The density of states tells how many electron states a crystal offers per eV of energy. The table gives it for the metal CoSi₂, from a density-functional calculation, with energies counted from the Fermi level, up to which states are filled. The columns headed DOS assign parts of the total to atomic orbitals of cobalt and silicon.

Density of states of fluorite-type CoSi2 (a = 5.312 Å), from Ansatz 0.2.0 with PBEsol, scalar-relativistic PAW, no spin polarisation, cutoff 420 eV and k mesh 14×14×14 (21×21×21 for the states). Energies count from the Fermi level. Values are tetrahedron averages over 0.2 eV bins, every second bin shown; orbital parts are Löwdin projections summed over sites.

```
energy (eV)  density of states total (states/eV/cell)  DOS Co 3d (states/eV/cell)  DOS Si 3p (states/eV/cell)  DOS Si 3s (states/eV/cell)  DOS Co 4s (states/eV/cell)
      -7.95                                     0.730                        0.08                       0.240                      0.3900                      0.0100
      -7.55                                     0.670                        0.09                       0.220                      0.3400                      0.0100
      -7.15                                     0.740                        0.13                       0.280                      0.3100                      0.0200
      -6.75                                     0.830                        0.17                       0.330                      0.3000                      0.0200
      -6.35                                     0.770                        0.16                       0.370                      0.2100                      0.0300
      -5.95                                     0.750                        0.15                       0.420                      0.1400                      0.0300
      -5.55                                     0.840                        0.18                       0.500                      0.1200                      0.0300
      -5.15                                     0.950                        0.23                       0.580                      0.1000                      0.0300
      -4.75                                     1.160                        0.32                       0.700                      0.0900                      0.0400
      -4.35                                     1.700                        0.58                       0.960                      0.0900                      0.0500
      -3.95                                     2.970                         1.3                       1.490                      0.1000                      0.0500
      -3.55                                     2.130                        1.02                       1.000                      0.0600                      0.0200
      -3.15                                     1.610                        0.86                       0.620                      0.0600                      0.0300
      -2.75                                     1.460                        0.92                       0.430                      0.0500                      0.0300
      -2.35                                     2.350                        1.77                       0.450                      0.0300                      0.0400
      -1.95                                     5.260                        4.52                       0.430                      0.0400                      0.1300
      -1.55                                     3.610                        3.13                       0.230                      0.0500                      0.0900
      -1.15                                     2.620                        1.92                       0.480                      0.0600                      0.0500
      -0.75                                     2.700                        1.66                       0.810                      0.0500                      0.0300
      -0.35                                     1.620                        0.75                       0.690                      0.0500                      0.0200
       0.05                                     0.960                         0.4                       0.420                      0.0400                      0.0100
       0.45                                     0.650                        0.23                       0.300                      0.0400                      0.0100
       0.85                                     0.460                        0.14                       0.210                      0.0500                      0.0000
       1.25                                     0.290                        0.07                       0.140                      0.0300                      0.0000
       1.65                                     0.490                        0.17                       0.120                      0.1500                      0.0000
       2.05                                     1.390                        0.56                       0.280                      0.4500                      0.0100
       2.45                                     2.390                        0.62                       0.810                      0.7300                      0.0200
       2.85                                     1.020                        0.23                       0.390                      0.2700                      0.0100
       3.25                                     0.510                         0.1                       0.140                      0.0400                      0.1100
       3.65                                     1.570                        0.34                       0.750                      0.1300                      0.1200
       4.05                                     2.120                        0.36                       1.070                      0.2100                      0.1300
       4.45                                     1.370                        0.18                       0.720                      0.1400                      0.0800
       4.85                                     1.020                        0.12                       0.520                      0.1700                      0.0600
```

**(a) Two peaks stand below the Fermi level, at -3.95 and -1.95 eV. Which orbitals make them, and why do they lie apart?**

Solution. The upper peak is 86 % Co 3d. The lower one is shared almost evenly by Co 3d and Si 3p. Both are high because some bands there are flat: their energy hardly changes with the electron's wave vector, so many states crowd into a narrow range.

Symmetry offers a likely reason for the separation. Each cobalt atom sits in a cube of eight silicon atoms, which splits the five 3d orbitals into a pair and a triplet. At zero wave vector (Γ) the pair finds no silicon s or p combination of matching symmetry, while the triplet can bond with Si 3p and sink. The computed levels fit this, with a pair at -2.0 eV and a triplet at -4.2 eV. Away from Γ the division need not be strict. The rows from -2.35 to -1.15 eV add up to about 4.5 Co 3d electrons, where the pair alone has room for four, but this sum is rough because every second bin is missing.

The shoulder at -0.75 eV is a different mixture. Its Si 3p share is 30 %, against 6 % at -1.55 eV, so silicon takes part again near the top of the filled states. The total rises only slightly there, and the table does not settle why.

**(b) At 1.25 eV the density of states is lowest. Is this simply where the cobalt d band ends?**

Solution. If it were, the remaining s and p states should carry on much like free electrons. For free electrons the density of states is

g(E) = V/(2π²) · (2m/ħ²)^(3/2) · √(E − E₀)

where V is the cell volume, m the electron mass and E₀ the bottom of the valence band. The calculation has V = 3 × 12.49 Å³ and E₀ = -13.338 eV. With ħ²/2m = 3.81 eV Å², the value at 1.25 eV is

g = 37.47/(2π²) / 3.81^(3/2) × √14.588 ≈ 0.97 states/eV/cell

The formula takes only the cell volume and the band bottom from the calculation. In the rows below -5 eV it describes the part other than Co 3d to within about 14 % of the free-electron value. At 1.25 eV that part has dropped to 23 % of this value. The s and p states are thus depleted too, and the end of a d band is not enough.

Interaction between orbitals can do this: it pushes bonding combinations down and antibonding ones up, leaving few states between. The mixed Co–Si states on both sides of the minimum agree with this picture. Their bonding or antibonding character is argued from theory, since orbital shares do not show the sign of an overlap.

**(c) Why does the Fermi level lie on the slope below the minimum, and not in it?**

Solution. Count orbitals. Cobalt offers nine: five 3d, one 4s and three 4p. By the symmetry at Γ, seven of them find silicon partners and two stay nonbonding, which suggests nine low bands. With both spins treated alike, these hold 18 electrons. The cell has 9 + 2 × 4 = 17 valence electrons, so the Fermi level should lie one electron short of the minimum.

The table allows a test. Let each row stand for 0.4 eV, and count only the part of the first row above the Fermi level. Up to 1.45 eV, the upper edge of the lowest row, there is room for

0.25 × 0.96 + 0.4 × (0.65 + 0.46 + 0.29) = 0.80 electrons

This is an estimate, as each value averages only 0.2 eV. The count of one is roughly right, but the estimate falls 20 % short of it. The missing bins may account for part of this. The band energies point to a further reason: of the first 20 wave vectors on a path that starts at Γ, the four nearest Γ have only seven bands below 1.25 eV and the fifth has eight, while all the others have nine. At Γ the three bands expected to join Co 4p with Si 3p lie above the minimum, although the simple count takes them as low. That would leave six, but a band outside the count, expected to be Si 3s, lies at 1.003 eV there and makes seven. The bands therefore leave a pseudogap, a region of few states, and not a true gap.

The two silicon atoms bring eight s and p orbitals, one more than the seven partners needed. The one left over is a combination of Si 3s, which fits the rows at 1.65 and 2.05 eV, where Si 3s exceeds Si 3p. A second dip follows at 3.25 eV, between two groups of empty states. There the listed orbitals cover only 76 % of the total; the rest may be Co 4p, which has no column.

Nickel in place of cobalt would add the eighteenth electron and, if the bands kept their shape, lift the Fermi level towards the far side of the minimum. The printed output after this text gives the orbital shares and both tests. What remains open is how much of the depletion comes from cobalt–silicon bonding and how much from silicon–silicon interaction, which these columns cannot separate.

Output of the analysis:

```
Co 3d share of the total at -1.95 eV (%): 85.93
Co 3d share at -3.95 eV (%): 43.77
Si 3p share at -3.95 eV (%): 50.17
Si 3s share at -7.95 eV (%): 53.42
Si 3p share at -1.55 eV (%): 6.371
Si 3p share at -0.75 eV (%): 30
Co 3d share at 0.05 eV (%): 41.67
Si 3p share at 0.05 eV (%): 43.75
Si 3s share at 2.05 eV (%): 32.37
Co 3d share at 2.05 eV (%): 40.29
sum of the four projections at 3.25 eV (% of total): 76.47
highest row over lowest row, total (ratio): 18.14
Co 3d states in the rows -2.35 to -1.15 eV (electrons per cell): 4.536
occupied Co 3d in the window (% of the Loewdin count): 98.05
empty Co 3d states in the window (electrons per cell): 1.348
occupied Si 3s below the window (% of the Loewdin count): 56.01
valence electrons below the window, of 17 (per cell): 2.668
electrons from the Fermi level to 1.45 eV, upper edge of the minimum row (per cell): 0.8
energy at which one more electron is housed (eV): 1.853
distance from ninth to tenth valence band at X (eV): 3.086
free-electron density of states at 1.25 eV (states/eV/cell): 0.9749
total at 1.25 eV (% of free-electron value): 29.75
part other than Co 3d at 1.25 eV (% of free-electron value): 22.57
total over free-electron value below -5 eV, smallest (ratio): 1.081
total over free-electron value below -5 eV, largest (ratio): 1.301
part other than Co 3d over free-electron value below -5 eV, smallest (ratio): 0.8648
part other than Co 3d over free-electron value below -5 eV, largest (ratio): 1.097
```
